\section*{Universal oscillations of high-order cumulants}

\subsection*{Conventions}

Let $P(n)$ be the probability that $n$ electrons pass a conductor in a time $t$, counted positive in the direction favoured by the bias. With a real counting variable,
\begin{equation}
Z(s)=\sum_n P(n)e^{sn},\qquad S(s)=\ln Z(s),\qquad C_m=\frac{d^mS}{ds^m}\Big|_{s=0}.
\end{equation}
The charge $e$ is positive, $T$ is a transmission eigenvalue, $\Theta$ the temperature, and $u=e^s-1$.

\subsection*{Statement}

Let $S$ be real for real $s$ and analytic in a disc $|s|<R_0$ except at two points $s_0,s_0^*$ with ${\rm Im}\,s_0>0$ and $|s_0|<R_0$, from which cuts run radially outwards. Near $s_0$, with $\epsilon=s_0-s$, let
\begin{equation}
S=A\epsilon^{-\mu}+A_1\epsilon^{1-\mu}+A_2\epsilon^{2-\mu}+\dots+\text{analytic},
\label{local}
\end{equation}
with $\mu$ real and not $0,-1,-2,\dots$, and $\epsilon^{-\mu}\equiv s_0^{-\mu}(1-s/s_0)^{-\mu}$ on principal branches. Then for $m\to\infty$
\begin{equation}
C_m\simeq\frac{2|A|\,B_{m,\mu}}{|s_0|^{m+\mu}}\cos\big[(m+\mu)\arg s_0-\arg A\big],\qquad B_{m,\mu}=\mu(\mu+1)\cdots(\mu+m-1).
\label{main}
\end{equation}
For a logarithm, $S\simeq A\ln(1/\epsilon)$, the same formula holds with $\mu=0$ and $B_{m,0}\to(m-1)!$. The envelope grows factorially, and the cosine oscillates in $m$ and in every parameter that moves $s_0$ (Flindt and co-workers, 2009). At zero temperature and long times, with mean count $\bar n$:
\begin{itemize}
\item Single-level dot with asymmetry $a$: $s_0=\ln[a^2/(1-a^2)]+i\pi$, $\mu=-1/2$.
\item Diffusive wire: the branch point at $e^s=0$ lies at ${\rm Re}\,s=-\infty$; the nearest singularity is $s_0=2\pi i$, $\mu=-1/2$, $A=2\pi\bar n$.
\item Symmetric chaotic cavity: $s_0=2\pi i$, logarithmic, $A=-4\bar n$.
\item Cavity with asymmetry $|a|>0.066$: $s_0=\ln[(1-a^2)/a^2]+i\pi$, $\mu=-3/2$, $A=-\tfrac43 i|a|\bar n$.
\end{itemize}

\subsection*{Proof of the general law}

The argument is Darboux's method. \emph{Step 1, one singular term.} Each differentiation of $(s_0-s)^{-\mu}$ lowers the power by one and multiplies by minus the old power, so
\begin{equation}
\frac{d^m}{ds^m}A(s_0-s)^{-\mu}\Big|_{0}=A\,B_{m,\mu}\,s_0^{-m-\mu}.
\end{equation}
For $\ln(1/\epsilon)$ the first derivative is $1/\epsilon$, and $m-1$ more give $(m-1)!\,s_0^{-m}$.

\emph{Step 2, the partner.} Reality on the real axis gives $S(s^*)=S(s)^*$, so the expansion at $s_0^*$ is the complex conjugate of \eqref{local}. The pair contributes $2\,{\rm Re}[AB_{m,\mu}s_0^{-m-\mu}]$, which is \eqref{main}.

\emph{Step 3, the weaker terms.} Since $B_{m,\mu-1}/B_{m,\mu}=(\mu-1)/(m+\mu-1)$, the first two terms combine to
\begin{equation}
C_m\simeq 2\,{\rm Re}\Big\{AB_{m,\mu}s_0^{-m-\mu}\Big[1+\frac{A_1}{A}\,\frac{(\mu-1)s_0}{m+\mu-1}\Big]\Big\},
\label{next}
\end{equation}
and each further term costs another power of $1/m$. Because $B_{m,\mu}=\Gamma(m+\mu)/\Gamma(\mu)$, the Taylor coefficient $C_m/m!$ of the leading term is of size $m^{\mu-1}|s_0|^{-m}$.

\emph{Step 4, the remainder.} Subtract from $S$ the first $K$ terms at both points. Each subtracted function is singular only at its own point, so the remainder $r(s)$ is analytic inside $|s|=|s_0|$ and has $p$ continuous derivatives on that circle whenever $K-\mu>p$. Cauchy's formula on the circle and $p$ partial integrations give
\begin{equation}
\frac{r^{(m)}(0)}{m!}=\frac{|s_0|^{-m}}{2\pi}\int_0^{2\pi}\!d\theta\,r(|s_0|e^{i\theta})e^{-im\theta}=O\big(m^{-p}|s_0|^{-m}\big).
\end{equation}
Choosing $p\geq 2-\mu$ and $K$ accordingly makes the remainder smaller than the leading envelope by at least $1/m$. More distant singularities $s_1$ are contained in $r$ and enter with weight $|s_0/s_1|^m$ up to powers of $m$. The statement concerns the envelope: where the cosine in \eqref{main} nearly vanishes, the correction in \eqref{next} sets the value.

\subsection*{Single-level dot}

At large bias electrons enter at rate $\gamma_L$ and leave at rate $\gamma_R$. For the occupations (empty, full), weighted with $e^{sn}$, the rate matrix has rows $(-\gamma_L,\gamma_Re^s)$ and $(\gamma_L,-\gamma_R)$. At long times $S$ is $t$ times the eigenvalue that vanishes at $s=0$. With $\gamma=\gamma_L+\gamma_R$ and $a=(\gamma_L-\gamma_R)/\gamma$, so that $4\gamma_L\gamma_R=\gamma^2(1-a^2)$,
\begin{equation}
S=\tfrac12\gamma t\Big[\sqrt{a^2+(1-a^2)e^s}-1\Big].
\end{equation}
The root vanishes at $e^{s_0}=-a^2/(1-a^2)$, where the radicand is $a^2(1-e^{-\epsilon})\simeq a^2\epsilon$. Hence $\mu=-1/2$, $A=\gamma t|a|/2$, and with $\Gamma(-1/2)=-2\sqrt\pi$
\begin{equation}
C_m\simeq-\frac{\gamma t|a|}{2\sqrt\pi}\,\Gamma(m-\tfrac12)\,|s_0|^{1/2-m}\cos\big[(m-\tfrac12)\arg s_0\big].
\end{equation}
At $a=0$ the singularity recedes to infinity, $S=\tfrac12\gamma t(e^{s/2}-1)$ is entire, and neither growth nor oscillation occurs.

\subsection*{Premises for wire and cavity}

Non-interacting, spin-degenerate electrons scatter elastically between two reservoirs at a fixed voltage $V$, with energy-independent statistics of the eigenvalues $T_j$. At $\Theta=0$ and long times the Levitov--Lesovik formula gives
\begin{equation}
S=M\sum_j\ln(1+T_ju),\qquad M=\frac{2eVt}{h},\qquad \bar n=Mg=\frac{GVt}{e},
\label{LL}
\end{equation}
with $g=\sum_jT_j=Gh/2e^2$. For $g\gg1$ the sum is replaced by an integral over the mean density of eigenvalues, which is taken as given. A single channel has logarithmic singularities at $s=\ln[(1-T)/T]\pm i\pi$. A continuous density spreads them along the lines ${\rm Im}\,s=\pm\pi$, the image of the cut $e^s\le0$. Where the density is analytic in $T$, the contour of the $T$ integral can be pushed aside, so the averaged $S$ continues analytically through these lines, and only the ends of the support can leave singular points.

\subsection*{Diffusive wire}

The Dorokhov density for a wire much longer than the mean free path is uniform in $x$, where $T=1/\cosh^2x$, with $g$ eigenvalues per unit $x$; this respects $\int_0^\infty dx/\cosh^2x=1$. Put $u=\sinh^2w$, that is $\cosh w=e^{s/2}$. Because $\cosh^2x+\sinh^2w=\cosh(x+w)\cosh(x-w)$,
\begin{equation}
\frac{S}{\bar n}=L_1(w)=\int_0^\infty\!dx\,\ln\frac{\cosh(x+w)\cosh(x-w)}{\cosh^2x}.
\end{equation}
Two derivatives give $L_1''=(1-\tanh w)+(1+\tanh w)=2$, while $L_1$ and $L_1'$ vanish at $w=0$. Therefore
\begin{equation}
S=\bar n\,w^2=\bar n\,{\rm arccosh}^2\big(e^{s/2}\big).
\label{wire}
\end{equation}

\emph{Singularities.} As a function of $e^s$, $S$ has a square-root branch point at $e^s=0$, produced by the edge $T=1$. No finite $s$ reaches it, and $e^{s/2}$ is entire in $s$. The inverse $w(s)$ branches only where $\sinh w=0$, at $w=ik\pi$. At $w=0$ the two branches $\pm w$ give the same $w^2$, so $s=0$ is regular. Along $s=i\varphi$ the point $e^{s/2}$ runs over the upper unit semicircle; since ${\rm Im}\cosh w=\sinh({\rm Re}\,w)\sin({\rm Im}\,w)>0$, $w$ moves from $0$ to $i\pi$ with ${\rm Re}\,w>0$ and arrives at $\varphi=2\pi$. Thus $s_0=2\pi i$, which is the point $e^s=1$ on the second sheet, reached after one turn about $e^s=0$.

\emph{Amplitude.} Write $w=i\pi+\delta$, so that $\cosh\delta=e^{-\epsilon/2}$. Equation \eqref{wire} itself, with argument $-\epsilon$, gives $\delta^2=-\epsilon+\epsilon^2/6-\dots$, an analytic function. On the path $\arg\epsilon=\pi/2$, ${\rm Re}\,\delta>0$ and ${\rm Im}\,\delta<0$, which selects $\delta=-i\epsilon^{1/2}(1-\epsilon/12+\dots)$. Then
\begin{equation}
w^2=-\pi^2+\delta^2+2\pi\epsilon^{1/2}\big(1-\epsilon/12+\dots\big),
\end{equation}
so $\mu=-1/2$, $A=2\pi\bar n$, $A_1/A=-1/12$. In \eqref{next} the bracket becomes $1+i\pi/(4m-6)$. With $\theta_m=(2m-1)\pi/4$ and $\tan\theta_m=-(-1)^m$,
\begin{equation}
\frac{C_m}{\bar n}\simeq-\sqrt2\cos\theta_m\;\frac{\Gamma(m-\frac12)}{(2\pi)^{m-1}}\Big[1-\frac{(-1)^m\pi}{4m-6}\Big].
\label{wireasym}
\end{equation}
The factor $-\sqrt2\cos\theta_m$ equals $+1,+1,-1,-1$ for $m=2,3,4,5$ and has period four.

\emph{Exact values.} From $w'=\tfrac12\coth w$, the function $\eta=S'/\bar n=w\coth w$ obeys $2(e^s-1)\eta'=e^s-\eta$. The $k$th derivative at $s=0$ yields, for $c_m=C_m/\bar n$ and $c_1=1$,
\begin{equation}
(2k+1)c_{k+1}=1-2\sum_{i=2}^{k}\binom{k}{i-2}c_i ,
\end{equation}
whence $c_2,\dots,c_{10}=\frac13,\frac1{15},-\frac1{105},-\frac1{105},\frac1{231},\frac{27}{5005},-\frac{3}{715},-\frac{233}{36465},\frac{6823}{969969}$.

\subsection*{Chaotic cavity}

For ideal openings with $N_1,N_2\gg1$ channels, $N=N_1+N_2$ and $a=(N_1-N_2)/N$, the random-matrix density is
\begin{equation}
\rho(T)=\frac{N}{2\pi}\frac{\sqrt{T-a^2}}{T\sqrt{1-T}},\qquad a^2<T<1 .
\end{equation}
The function $\pi\{1-[(a^2-y)/(1-y)]^{1/2}\}$ is analytic off $[a^2,1]$, vanishes at infinity and jumps by $2\pi i[(T-a^2)/(1-T)]^{1/2}$ across the interval, so by Cauchy's theorem it equals $\int dT\,[(T-a^2)/(1-T)]^{1/2}/(T-y)$. Setting $y=-1/u$ in $S'=M\int dT\rho\,Te^s/(1+Tu)$ and rationalising with $e^s-1-a^2u=(1-a^2)u$ gives
\begin{equation}
S'=\frac{2\bar n\,e^{s/2}}{e^{s/2}+\sqrt{1+a^2u}},\qquad \bar n=\frac{MN(1-a^2)}{4}.
\label{cav}
\end{equation}

\emph{Symmetric case.} For $a=0$ integration gives $S=4\bar n\ln[(1+e^{s/2})/2]=\bar n[s+4\ln\cosh(s/4)]$. The singularities are the zeros of the hyperbolic cosine, $s=2\pi i(2k+1)$, each with $A=-4\bar n$. Summing step 1 over all of them is exact for $m\ge2$, because $S''$ is the sum of its pole terms:
\begin{equation}
\frac{C_m}{\bar n}=-\frac{8(m-1)!}{(2\pi)^m}\cos\frac{m\pi}{2}\,\big(1+3^{-m}+5^{-m}+\dots\big).
\label{cavsym}
\end{equation}
The first term is \eqref{main}. All odd cumulants beyond the first vanish, and the approach to the law is exponential because a pure logarithm has no $A_1$ term.

\emph{Asymmetric case.} The edge $T=a^2$ makes the root in \eqref{cav} vanish at $e^{s_0}=-(1-a^2)/a^2$, where $e^{s_0/2}=i\sqrt{1-a^2}/|a|$ and the root is $\sqrt{1-a^2}\,\epsilon^{1/2}$ to leading order. Expanding, $S'\simeq2\bar n+2i|a|\bar n\,\epsilon^{1/2}$, and since $d/ds=-d/d\epsilon$ the singular part of $S$ is $-\frac43i|a|\bar n\,\epsilon^{3/2}$. With $\Gamma(-3/2)=4\sqrt\pi/3$,
\begin{equation}
\frac{C_m}{\bar n}\simeq-\frac{2|a|}{\sqrt\pi}\,\Gamma(m-\tfrac32)\,|s_0|^{3/2-m}\sin\big[(m-\tfrac32)\arg s_0\big].
\end{equation}
The denominator of \eqref{cav} can vanish only where $e^s=1$. For $a^2<1/2$ the root returns to $+1$ at $s=2\pi i$ and the pole is present; for $a^2>1/2$ the radicand circles the origin, the root returns to $-1$ and the point is regular. The branch point is therefore nearest once $\ln[(1-a^2)/a^2]<\sqrt3\pi$, which is $|a|>0.066$. For $N_1=3N_2$ one has $|s_0|=3.328$ and $\arg s_0=1.234$, a period of $5.09$ in $m$ that shifts with the ratio of the openings. The wire has no such parameter, and its phase is locked.

\subsection*{Range of validity}

\emph{Order of limits.} The forms above take $t\to\infty$ first. At finite $t$, a finite-state system such as the dot has an entire $Z$, whose zeros give logarithmic singularities that control the highest orders. For wire and cavity $t$ must exceed $h/eV$ and the dwell time. A single nearest singularity on the real axis gives growth without oscillation in a parameter; two pairs at similar distance give beats.

\emph{Discrete eigenvalues.} A given sample has isolated singularities near $\pm i\pi$, at half the distance of $2\pi i$, which cancel only in the smooth average. One channel at $T=1/2$ has the envelope $2M(m-1)!/\pi^m$. Its ratio to the leading envelope is
\begin{equation}
\kappa_m^{\rm wire}=\frac{2^m(m-1)!}{\pi g\,\Gamma(m-\frac12)},\qquad \kappa_m^{\rm cav}=\frac{2^{m-2}}{g}.
\end{equation}
Sample-to-sample deviations of the eigenvalue count are of the order of one level, so $\kappa_m$ is an order-of-magnitude scale for them, and the averaged laws describe one sample only for $m\lesssim\log_2g$. A symmetric cavity with ten channels in each opening has $g=5$ and reaches $\kappa=1$ at $m=4.3$.

\emph{Temperature.} Let $v=eV/k_B\Theta\gg2\pi$. Near the upper Fermi edge $u$ is replaced by $fu$, with $f=1/(e^\xi+1)$ and $\xi$ the energy from the edge in units of $k_B\Theta$. With $l=\ln(1+Tu)$, $\ln(1+Tuf)=l+\ln(1+e^{\xi-l})-\ln(1+e^\xi)$. Since $\int_{-\infty}^Y\ln(1+e^\xi)d\xi\to Y^2/2+\pi^2/6$, the integral from $-X$ to $Y$ is $l(X+Y)+(Y-l)^2/2-Y^2/2=lX+l^2/2$. The lower edge gives the same with $1-f$, so up to terms of order $e^{-v}$ each channel has $l\to l+l^2/v$. The correction is a power of $1/v$. For the wire $S/\bar n=w^2+L_2/v$ with $L_2=\int_0^\infty l^2dx$. The Fourier transform of $l(x)$ is $2\pi(1-\cos kw)/[k\sinh(\pi k/2)]$, as follows from that of ${\rm sech}^2x$, $\pi k/\sinh(\pi k/2)$. Parseval's theorem and $\int_{-\infty}^\infty dk\,(1-\cos kw)/\sinh^2(\pi k/2)=(4/\pi)(w\coth w-1)$ give
\begin{equation}
L_2''(w)=8w\,(2\coth2w-\coth w)=8w\tanh w .
\end{equation}
This is analytic at $w=i\pi$, so $s_0$ and $\mu$ stay, and the amplitude is set by the slope there. Integrating up the imaginary axis and passing the pole at $i\pi/2$ on the right gives a principal value $i\pi\ln2$ and a half residue $-\pi^2/2$ for $\int y\tanh y\,dy$. Division of $8$ times their sum by $L_1'=2\pi i$ gives
\begin{equation}
A_{\rm wire}\to A\,[1+(4\ln2+2\pi i)/v].
\end{equation}
For the symmetric cavity put $q=e^{s/2}$, $K=(1+q)^2/4$, $r=(q-1)/(q+1)$ and $T=(1-\cos\phi)/2$ with uniform $\phi$. Then $1+Tu=K(1-re^{i\phi})(1-re^{-i\phi})$, and the Fourier series of $l$ gives the average $\ln^2K+2\,{\rm Li}_2(r^2)$ for $l^2$. As $q\to-1$, $2\,{\rm Li}_2(r^2)\simeq-\ln^2(-r^2)$ with $\ln(-r^2)\to i\pi-\ln K$, the squared logarithms cancel and leave $2\pi i\ln K$, so $A\to A(1+2\pi i/v)$, and odd cumulants appear with relative envelope $2\pi/v$.

\emph{Other premises.} Energy relaxation inside the conductor, a source impedance comparable to $1/G$, and for the cavity an Ehrenfest time comparable to the dwell time each change $S$ and lie outside \eqref{LL}.

\subsection*{Numerical illustration}

The table lists $10^3C_m/\bar n$ at $\Theta=0$: for the wire the exact value, the leading term and the full form of \eqref{wireasym}; for the symmetric cavity the exact value and the first term of \eqref{cavsym}.
\begin{center}
\begin{tabular}{rrrrrr}
$m$ & wire exact & leading & corrected & cavity exact & leading\\
6 & 4.329 & 5.345 & 4.412 & 15.625 & 15.602\\
7 & 5.395 & 4.679 & 5.347 & 0 & 0\\
8 & $-4.196$ & $-4.840$ & $-4.255$ & $-16.602$ & $-16.599$\\
9 & $-6.390$ & $-5.778$ & $-6.383$ & 0 & 0\\
10 & 7.034 & 7.816 & 7.094 & 30.273 & 30.273\\
\end{tabular}
\end{center}
Both conductors share the radius $2\pi$ and the period four. They differ in exponent, which makes the ratio of the cavity and wire envelopes grow as $\sqrt m$, in phase, which removes the odd orders of the cavity, and in convergence, $1/m$ against $3^{-m}$.

As a model of a copper wiring line take length $L=0.5\,\mu$m, cross-section $40\times50$ nm$^2$, and as typical low-temperature inputs for narrow lines a resistivity of $2\times10^{-8}\,\Omega$\,m and a diffusion constant $D=0.01$ m$^2$/s; the mean free path, typically a few tens of nanometres, is well below $L$. Let $V=0.2$ mV, $\Theta=20$ mK, $t=10$ ns. Then $1/G=5.0\,\Omega$, $g=2581$, $\bar n=2.497\times10^6$ and $v=116$. The times $h/eV=21$ ps and $L^2/D=25$ ps are far below $t$, and the dwell time is short against energy-relaxation times, typically of order a nanosecond at such energies. At $\Theta=0$ the model gives $C_6=1.08\times10^4$ and $C_7=1.35\times10^4$, where a symmetric cavity passing the same $\bar n$ has $3.90\times10^4$ and zero. The sixth and seventh $s$-derivatives of $L_2$ at $s=0$ are $-0.0404$ and $0.0416$, which shift the wire values by $-8.0$ and $+6.7$ per cent, more than the residual of the corrected asymptotic form. The discreteness scale is $\kappa_6=0.018$ and rises to $\kappa_{10}=0.38$, so the tenth order of a single wire is at the limit of the averaged law. To the two figures that these terms support, the model's values are $C_6\approx1.0\times10^4$ and $C_7\approx1.4\times10^4$. They rest on ideal voltage bias, a demanding premise at $5\,\Omega$, and they sit on a nearly Gaussian distribution, with $C_6/C_2^3=1.9\times10^{-14}$ at $\Theta=0$.